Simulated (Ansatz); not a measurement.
**Appearance energy of a fragment ion: C2H10GeSi → [SiH3]+ + C2H7Ge + e⁻**

Species: C2H10GeSi `[SiH3]C[CH2][GeH3]`, singlet; [SiH3]+ `[SiH3+]`, singlet; C2H7Ge `[CH2][CH2][GeH3]`, doublet. 

Shapes, held fixed at every level: PBE0-D4/def2-TZVP. Flexible molecules stand in one conformer, not always the lowest. Programs: Ansatz 0.2.0. Electronic energies: no zero-point or thermal term.

| level | kind | ΔE (eV) | less CCSD(T)/def2-TZVPP |
| --- | --- | --- | --- |
| HF/def2-TZVPP | Hartree–Fock | +10.18 | -1.53 |
| PBE-D4/def2-TZVPP | GGA | +11.77 | +0.06 |
| r2SCAN-D4/def2-TZVPP | meta-GGA | +11.71 | 0.00 |
| PBE0-D4/def2-TZVPP | global hybrid | +11.80 | +0.09 |
| wB97M-V/def2-TZVPP | range-separated hybrid | +11.73 | +0.02 |
| wB97X-V/def2-TZVPP | range-separated hybrid | +11.78 | +0.07 |
| MP2/def2-TZVPP | perturbation theory | +11.78 | +0.07 |
| CCSD(T)/def2-TZVPP | coupled cluster or CI | +11.71 | 0.00 |

The highest level, CCSD(T)/def2-TZVPP, gives ΔE = +11.71 eV; the levels span +10.18 to +11.80. The column of differences is taken from that level and isn't an error. No measured value is set beside it here. Open shells run unrestricted unless RO is named. Relativity is left out for Ge unless named. Correlated rows may include outer-core shells of Ge, which these sets cover unevenly. The onset seen in experiment also holds zero-point changes and kinetic shifts.

Breaking the Si–C bond and removing an electron to leave [SiH3]+ costs +11.71 eV at the coupled-cluster level. The density functionals and MP2 all lie within 0.09 eV of that, while Hartree–Fock falls 1.53 eV short. The main reason is the loss of an electron pair: the two Si–C bonding electrons are correlated in the parent, but afterwards one is free and the other sits unpaired on carbon. Hartree–Fock omits the correlation that stabilises the intact molecule, so it makes fragmentation too cheap.

The close agreement of the other levels suggests that neither product poses a difficult electronic structure problem. Silylium is a compact closed-shell cation, and the radical is largely carbon-centred. Among the functionals, closeness to coupled cluster doesn't improve steadily with sophistication, as the meta-GGA matches it and the global hybrid lies furthest away.

The energy doesn't establish [SiH3]+ as the favoured ion from Si–C cleavage, since hyperconjugation with the C–Ge bond would stabilise a β-germylethyl cation and probably favour charge retention on that fragment.
